# Time-dependent transmission coefficient for a parabolic barrier with Langevin friction

## Result

A classical particle of mass $m$ moves along $x$ in the barrier potential $V(x)=E_b-\tfrac12 m\omega^2x^2$, with friction coefficient $\gamma$ (a rate) and white noise at temperature $T$:

$$\ddot x=\omega^2x-\gamma\dot x+R(t)/m,\qquad \langle R(t)\rangle=0,\qquad \langle R(t)R(t')\rangle=2m\gamma k_BT\,\delta(t-t'). \tag{1}$$

Here $\omega$ is an angular frequency. Trajectories start at the dividing point $x=0$ with Maxwellian velocity $v_0$. The time-dependent transmission coefficient is the normalised reactive flux

$$\kappa(t)=\frac{\langle v_0\,\theta[x(t)]\rangle_0}{\langle v_0\,\theta(v_0)\rangle_0}, \tag{2}$$

where $\theta$ is the unit step and $\langle\cdot\rangle_0$ averages over $v_0$ and the noise at $x(0)=0$. Define

$$\lambda_\pm=-\frac{\gamma}{2}\pm\sqrt{\frac{\gamma^2}{4}+\omega^2},\qquad a(t)=\frac{e^{\lambda_+t}-e^{\lambda_-t}}{\lambda_+-\lambda_-},\qquad c(t)=\frac{\lambda_+e^{\lambda_-t}-\lambda_-e^{\lambda_+t}}{\lambda_+-\lambda_-}. \tag{3}$$

Then

$$\kappa(t)=\frac{\omega\,a(t)}{\sqrt{c(t)^2-1}}. \tag{4}$$

The function depends only on $\omega t$ and $\gamma/\omega$, and not on $m$ or $T$. For $\gamma>0$ it falls strictly monotonically from $\kappa(0^+)=1$, with initial slope $-\gamma/3$, to the plateau

$$\kappa_\infty=\frac{\lambda_+}{\omega}=\sqrt{1+\frac{\gamma^2}{4\omega^2}}-\frac{\gamma}{2\omega}, \tag{5}$$

which is the spatial-diffusion factor of Kramers (1940). The slowest component of $\kappa(t)-\kappa_\infty$ decays as $e^{-2\lambda_+t}$. The route to the Kramers factor through the reactive flux was given by Tannor and Kohen (1994).

## Premises

1. The motion is classical and the reaction coordinate is separable from all other slow coordinates.
2. The potential is parabolic over the region in which recrossings of $x=0$ are decided.
3. The noise is Gaussian and white, obeys the fluctuation-dissipation relation in (1), and for $t>0$ is independent of $v_0$.
4. The full system is in equilibrium, so the velocity at $x=0$ is Gaussian with zero mean and variance $v_T^2=k_BT/m$.
5. For the plateau to be read as a rate, the population relaxation time $\tau_r$ is much longer than $1/\lambda_+$, and a particle that has left the barrier is trapped before it can return.

Premises 1 to 4 give (4) exactly. Premise 5 is needed only to connect $\kappa_\infty$ with a rate constant.

## Derivation

**Step 1. Reactive flux.** Let $h(t)=\theta[x(t)]$ indicate state B ($x>0$), and let $x_A$ and $x_B=1-x_A$ be the equilibrium populations. Stationarity gives $\langle h(0)h(t)\rangle=\langle h(-t)h(0)\rangle$. The time derivative of the right side is $-\langle\dot h(-t)h(0)\rangle=-\langle\dot h(0)h(t)\rangle$. With $\dot h=\dot x\,\delta(x)$,

$$-\frac{d}{dt}\langle h(0)h(t)\rangle=\langle v_0\,\delta[x(0)]\,\theta[x(t)]\rangle .$$

If fluctuations regress by first-order kinetics, then $\langle\delta h(0)\delta h(t)\rangle=x_Ax_Be^{-t/\tau_r}$ after a molecular transient, since $h^2=h$ gives $\langle\delta h^2\rangle=x_Ax_B$. The relaxation rate is $1/\tau_r=k_{AB}+k_{BA}=k_{AB}/x_B$ by detailed balance, $x_Ak_{AB}=x_Bk_{BA}$. Hence

$$k(t)\equiv\frac{\langle v_0\,\delta[x(0)]\,\theta[x(t)]\rangle}{x_A}\;\to\;k_{AB}\,e^{-t/\tau_r}.$$

At $t=0^+$ the sign of $x(t)$ is the sign of $v_0$, and $k(0^+)$ is the transition-state rate $k_{\rm TST}$. In the ratio $k(t)/k_{\rm TST}$ the population $x_A$ and the equilibrium density at $x=0$ cancel, which leaves (2). On the plateau $k_{AB}=\kappa_\infty k_{\rm TST}$.

**Step 2. Solution of the linear equation.** The ansatz $e^{\lambda t}$ in the noise-free equation gives $\lambda^2+\gamma\lambda-\omega^2=0$, with the roots $\lambda_+>0>\lambda_-$ of (3). They obey $\lambda_++\lambda_-=-\gamma$ and $\lambda_+\lambda_-=-\omega^2$. The combinations in (3) are the fundamental solutions, with $a(0)=0$, $\dot a(0)=1$ and $c(0)=1$, $\dot c(0)=0$. A force impulse $R(s)\,ds$ changes the velocity by $R(s)\,ds/m$, which then propagates with $a$. Therefore

$$x(t)=c(t)\,x(0)+a(t)\,v_0+\xi(t),\qquad \xi(t)=\frac1m\int_0^t a(t-s)R(s)\,ds. \tag{6}$$

Two identities are needed. Differentiating $c$ gives $\dot c=\lambda_+\lambda_-(e^{\lambda_-t}-e^{\lambda_+t})/(\lambda_+-\lambda_-)$, that is

$$\dot c=\omega^2a. \tag{7}$$

The equation of motion for $a$ then reads $\frac{d}{dt}(\dot a+\gamma a)=\omega^2a=\dot c$. Both $\dot a+\gamma a$ and $c$ equal 1 at $t=0$, so

$$\dot a+\gamma a=c. \tag{8}$$

**Step 3. Noise variance.** $\xi(t)$ is linear in Gaussian noise, so it is Gaussian with zero mean. Inserting the noise correlation of (1) and substituting $u=t-s$,

$$\sigma_R^2(t)=\langle\xi^2\rangle=2\gamma v_T^2\int_0^ta(u)^2\,du. \tag{9}$$

By (8), $2\gamma a^2=2a(c-\dot a)$. By (7), $2ac=2c\dot c/\omega^2$. The integrand is thus a total derivative, $2\gamma a^2=\frac{d}{dt}(c^2/\omega^2-a^2)$, and with the initial values

$$\sigma_R^2=v_T^2\left[\frac{c^2-1}{\omega^2}-a^2\right]. \tag{10}$$

For $x(0)=0$ the terms $av_0$ and $\xi$ are independent by premise 3, so their variances add:

$$\sigma_x^2=a^2v_T^2+\sigma_R^2=\ell^2\,(c^2-1),\qquad \ell=\frac{v_T}{\omega}. \tag{11}$$

The length $\ell$ is the distance at which the potential has dropped by $k_BT/2$.

**Step 4. Probability of being on the product side.** For given $v_0$, $x(t)$ is Gaussian with mean $av_0$ and variance $\sigma_R^2$, so

$$P(v_0,t)=\langle\theta[x(t)]\rangle_R=\tfrac12\,\mathrm{erfc}\!\left(-\frac{av_0}{\sqrt2\,\sigma_R}\right),\qquad \frac{\partial P}{\partial v_0}=\frac{a}{\sqrt{2\pi}\,\sigma_R}\,e^{-a^2v_0^2/2\sigma_R^2}.$$

**Step 5. Velocity average.** The Maxwell density $\rho(v)$ satisfies $v\rho=-v_T^2\,d\rho/dv$. Integration by parts, with vanishing boundary terms because $P$ is bounded, gives $\langle v_0P\rangle=v_T^2\langle\partial P/\partial v_0\rangle$. The remaining average is Gaussian, $\langle e^{-bv_0^2/2}\rangle=(1+bv_T^2)^{-1/2}$ with $b=a^2/\sigma_R^2$. Thus

$$\langle v_0\,\theta[x(t)]\rangle_0=\frac{v_T^2\,a}{\sqrt{2\pi}\,\sqrt{\sigma_R^2+a^2v_T^2}}=\frac{v_T^2\,a}{\sqrt{2\pi}\,\sigma_x}.$$

The denominator of (2) is $\int_0^\infty v\rho\,dv=v_T/\sqrt{2\pi}$. The ratio is $\kappa=av_T/\sigma_x$, which is the correlation coefficient of $v_0$ and $x(t)$. Inserting (11) gives (4). Inserting (9) instead gives the equivalent form

$$\kappa(t)=\left[1+2\gamma\,r(t)\right]^{-1/2},\qquad r(t)=\int_0^t\frac{a(u)^2}{a(t)^2}\,du, \tag{12}$$

from which $0<\kappa\le1$ is evident.

**Step 6. Recrossing probability.** Let $P_\pm$ be the probability of $x(t)>0$ for trajectories launched forward or backward with the flux weight $|v_0|\rho(v_0)$. Splitting the numerator of (2) by the sign of $v_0$ gives $\kappa=P_+-P_-$. The symmetry $x\to-x$ gives $P_-=1-P_+$. Hence $\kappa=1-2P_{\rm rec}$, where $P_{\rm rec}=1-P_+$ is the fraction of forward trajectories found on the reactant side.

## Properties

Write $p=\lambda_+$, $q=-\lambda_-$ and $\Delta=p+q$, so that $pq=\omega^2$ and $q-p=\gamma$.

**Monotonic decrease.** Since $a=e^{pt}(1-e^{-\Delta t})/\Delta$, one finds $d^2\ln a/dt^2=-\Delta^2e^{-\Delta t}/(1-e^{-\Delta t})^2<0$, so $\dot a/a$ decreases with time. Write $r(t)=\int_0^t[a(t-s)/a(t)]^2ds$. At fixed $s$ the logarithmic derivative of the ratio is $(\dot a/a)(t-s)-(\dot a/a)(t)>0$. The upper limit contributes nothing to $\dot r$ because $a(0)=0$. So $\dot r>0$, and by (12) $\kappa$ falls strictly when $\gamma>0$. For $\gamma=0$, $a=\sinh(\omega t)/\omega$ and $c=\cosh\omega t$, and $\kappa=1$ at all times.

**Short times.** The equation of motion gives $a=t-\gamma t^2/2+O(t^3)$. Then $a^2=t^2-\gamma t^3+\dots$, $\int_0^ta^2du=t^3/3-\gamma t^4/4+\dots$ and $r=t/3+\gamma t^2/12+\dots$. Expanding (12) with $(1+\epsilon)^{-1/2}=1-\epsilon/2+3\epsilon^2/8-\dots$,

$$\kappa=1-\frac{\gamma t}{3}+\frac{\gamma^2t^2}{12}+O(t^3). \tag{13}$$

The barrier frequency enters first at order $t^3$.

**Long times.** Dividing numerator and denominator of (4) by $e^{pt}/\Delta$, with $y=e^{-\Delta t}$ and $z=e^{-2pt}$,

$$\kappa=\frac{\omega\,(1-y)}{\sqrt{(q+py)^2-\Delta^2z}}. \tag{14}$$

At $y=z=0$ this is $\omega/q=p/\omega$, which proves (5). To first order in $y$ and $z$,

$$\frac{\kappa}{\kappa_\infty}=1+\frac{\Delta^2}{2q^2}\,e^{-2pt}-\frac{\Delta}{q}\,e^{-\Delta t}+\dots$$

Because $\Delta-2p=\gamma>0$, the term $e^{-2pt}$ is the slowest. For weak friction the two terms nearly cancel, and they cancel exactly at $\gamma=0$.

**Weak friction.** To first order in $\gamma$, (12) is $1-\gamma r$ with $r$ evaluated for $a=\sinh(\omega t)/\omega$. Using $\int_0^t\sinh^2\omega u\,du=\sinh(2\omega t)/4\omega-t/2$,

$$\kappa\simeq1-\frac{\gamma}{2\omega}\left[\coth\omega t-\frac{\omega t}{\sinh^2\omega t}\right]. \tag{15}$$

**Strong friction.** For $\gamma\gg\omega$, $p\simeq\omega^2/\gamma$ and $q\simeq\Delta\simeq\gamma$. For $\gamma t\gg1$, (14) becomes $\kappa\simeq(\omega/\gamma)\,[1-e^{-2\omega^2t/\gamma}]^{-1/2}$. It first falls as $(2\gamma t)^{-1/2}$, as in free diffusion, and reaches $\omega/\gamma$ only after a time of order $\gamma/2\omega^2$.

## Range of validity

**Memory.** A real bath has a correlation time $\tau_c$, and white noise requires $\lambda_+\tau_c\ll1$. Otherwise $\gamma\dot x$ is replaced by $\int_0^tK(t-s)\dot x(s)\,ds$ with $\langle R(t)R(t')\rangle=mk_BT\,K(|t-t'|)$. The form (4) survives. Let $a$ solve the noise-free memory equation with $a(0)=0$, $\dot a(0)=1$, and define $c=1+\omega^2\int_0^ta\,du$, so that (7) holds. One integration of that equation gives $\int_0^tK(t-u)a(u)\,du=c-\dot a$ in place of (8). The variance is $\sigma_R^2=v_T^2\int_0^t\!\int_0^ta(u)a(u')K(|u-u'|)\,du\,du'$, and its derivative is $2v_T^2a\,(c-\dot a)$, which again integrates to (10). At long times $a\propto e^{\lambda t}$ and $c\to\omega^2a/\lambda$, so $\kappa_\infty=\lambda/\omega$, where $\lambda^2+\lambda\hat K(\lambda)=\omega^2$ and $\hat K$ is the Laplace transform. This is the result of Grote and Hynes (1980). For $t\ll\tau_c$, $\sigma_R^2\simeq v_T^2K(0)t^4/4$ and $\kappa\simeq1-K(0)t^2/8$. The linear start in (13) is therefore a property of white noise.

**Anharmonicity.** Recrossing needs $a|v_0|\lesssim\sigma_R$. On the plateau (11) and (5) give $\sigma_R/(av_T)=\sqrt{\kappa_\infty^{-2}-1}=\sqrt{\gamma/\lambda_+}$. At weak friction only slow trajectories recross, and these lie within about $\sigma_R$ of the top. The potential must be parabolic over $\sigma_R(t)$ during the fall of $\kappa$. The faster trajectories may leave the parabolic region earlier without affecting $\kappa$ until they return.

**Return from the wells.** A parabola has no far side, so (4) contains no energy-diffusion regime. For a periodic potential the size of the omission follows from the energy balance $d\epsilon=-\gamma mv^2dt+vR\,dt$. Along the trajectory at the barrier energy, and to leading order in $k_BT/E_b$, one passage from barrier to barrier changes the energy by a Gaussian amount $G$ of mean $-\gamma S$ and variance $2k_BT\gamma S$, with $S=\int mv\,dx$. In units of $k_BT$, and with $\delta=\gamma S/k_BT$, $G$ has mean $-\delta$ and variance $2\delta$, and its density obeys $e^{G}g(G)=g(-G)$. A particle starting with energy $\epsilon$ relative to the barrier arrives above the next one with probability $Q(\epsilon)=\tfrac12\mathrm{erfc}[(\delta-\epsilon)/2\sqrt\delta]$. The flux weight $v\rho\,dv$ is $e^{-\epsilon_0}d\epsilon_0$ in the initial energy. The energy density after one passage is $\int_0^\infty e^{-\epsilon_0}g(\epsilon-\epsilon_0)\,d\epsilon_0=e^{-\epsilon}\int_{-\infty}^{\epsilon}g(-G)\,dG=e^{-\epsilon}Q(\epsilon)$. Integrating it over $\epsilon>0$ by parts gives $Q(0)+\int_0^\infty g(\epsilon)\,d\epsilon=2Q(0)$. A particle that arrives with $\epsilon<0$ is reflected and regains the first barrier with probability $Q(\epsilon)$. Hence

$$P_{\rm pass}=\mathrm{erfc}\!\left(\tfrac12\sqrt\delta\right),\qquad P_{\rm ret}=\int_{-\infty}^0e^{-\epsilon}Q(\epsilon)^2\,d\epsilon. \tag{16}$$

$P_{\rm pass}$ is the fraction that flies over the next barrier. $P_{\rm ret}$ is the fraction that recrosses $x=0$ after one reflection, and by Step 6 it lowers $\kappa$ by about $2P_{\rm ret}$. Premise 5 requires $\delta\gg1$.

**Quantum effects.** For a frictionless parabolic barrier the leading tunnelling correction to the flux is the factor $1+(\hbar\omega/k_BT)^2/24$ of Wigner, quoted here without proof. The classical treatment needs this term to be small and $T$ to lie far above the crossover temperature $T_0=\hbar\lambda_+/2\pi k_B$, also quoted.

## Illustration: Na adatom on Cu(001)

The adatom hops between hollow sites over a bridge site. The path is modelled by $V=\tfrac12E_b[1+\cos(2\pi x/d)]$ with the bridge at $x=0$. The inputs are all typical or assumed values: mass $m=22.99$ u, site spacing $d=2.556$ Å, barrier $E_b=75$ meV, phonon friction $\gamma=1.0$ ps$^{-1}$ and $T=200$ K. The barrier and the friction were chosen to be of the size typical of Langevin descriptions of this system, and no agreement with experiment is claimed from them.

The curvature at the top is $-\tfrac12E_b(2\pi/d)^2$, so $\omega=(\pi/d)\sqrt{2E_b/m}=9.75$ ps$^{-1}$, the value used from here on. Further, $k_BT=17.2$ meV, $E_b/k_BT=4.35$, $v_T=2.69$ Å ps$^{-1}$ and $\ell=0.276$ Å. The roots are $\lambda_+=9.263$ ps$^{-1}$ and $\lambda_-=-10.263$ ps$^{-1}$, with $\Delta=19.526$ ps$^{-1}$. Equation (4) gives the following values, in which the last digits serve only to trace the curve.

| $t$ (ps) | $\omega a$ | $\sqrt{c^2-1}$ | $\kappa(t)$ |
|---|---|---|---|
| 0.02 | 0.1943 | 0.1956 | 0.993 |
| 0.05 | 0.4946 | 0.5026 | 0.984 |
| 0.10 | 1.082 | 1.114 | 0.971 |
| 0.20 | 3.120 | 3.262 | 0.956 |
| 0.30 | 8.017 | 8.425 | 0.952 |

The plateau is $\kappa_\infty=0.950$, so $1-\kappa_\infty=0.050$, close to the first-order value $\gamma/2\omega=0.051$ of (15). The net recrossing fraction is $P_{\rm rec}=0.025$. The slowest decay time is $1/2\lambda_+=0.054$ ps, and a fraction 0.88 of the fall is complete at 0.20 ps. The cosine well has the same frequency $\omega$ as the barrier, so the harmonic estimate is $k_{\rm TST}=(\omega/2\pi)e^{-E_b/k_BT}=0.020$ ps$^{-1}$ per direction. With the two exits of the one-dimensional model the residence time is about 25 ps, well separated from the transient.

The neglected terms are to be set against the effect of 0.050.

- *Memory.* The compiled Debye temperature of Cu, 343 K (Wikipedia), gives $\omega_D=k_B\Theta_D/\hbar=44.9$ ps$^{-1}$ and $\lambda_+/\omega_D=0.21$. An assumed kernel $K=(\gamma/\tau_c)e^{-t/\tau_c}$ has $\hat K=\gamma/(1+\lambda\tau_c)$. With $\tau_c=1/\omega_D=0.022$ ps the plateau is 0.958, a shift of $+0.008$. The first row of the table lies at $t\approx\tau_c$, where the white-noise form does not apply.
- *Anharmonicity.* At 0.20 ps the full spread is $\sigma_x=0.90$ Å, beyond the inflection point $d/4=0.639$ Å. The recrossing trajectories have $|v_0|\lesssim0.33\,v_T$ and $\sigma_R=0.26$ Å, where the curvature is 0.80 of its value at the top. Reducing $\omega^2$ by this factor everywhere gives $1-\kappa_\infty=0.056$, which sets the scale of the shift in $\kappa$ at about $-0.006$.
- *Tunnelling.* With $\hbar\omega=6.4$ meV the Wigner term is 0.006, and $T_0=11$ K.
- *Return from the wells.* At the barrier energy $mv=\sqrt{2mE_b}\,\sin(\pi x/d)$ for $0<x<d$, so $S=(2d/\pi)\sqrt{2mE_b}$, $\gamma S=31$ meV and $\delta=1.8$. Equation (16) gives $P_{\rm pass}=0.34$ and $P_{\rm ret}=0.03$. First returns lower $\kappa$ by about 0.06, as much as the whole barrier-top effect. A return takes about one large-amplitude oscillation, of the order of the harmonic period $2\pi/\omega=0.64$ ps or longer.

As typical knowledge and not as a measurement, the frustrated translation of Na on Cu(001) lies near 6 meV, so the model's well quantum of 6.4 meV is high by roughly a tenth or less. The barrier frequency, on which $1-\kappa_\infty\approx\gamma/2\omega$ depends, rests on the assumed cosine shape. The model's barrier-top value is $\kappa_\infty\approx0.95$, good to about 0.01 and visible as an intermediate plateau from about 0.3 ps until the first returns arrive. Premise 5 fails at $\delta=1.8$. About a third of the model's crossings continue over the next barrier, so $\kappa_\infty k_{\rm TST}$ overestimates the rate of single hops between neighbouring sites, and that rate requires the energy exchange in the wells as well.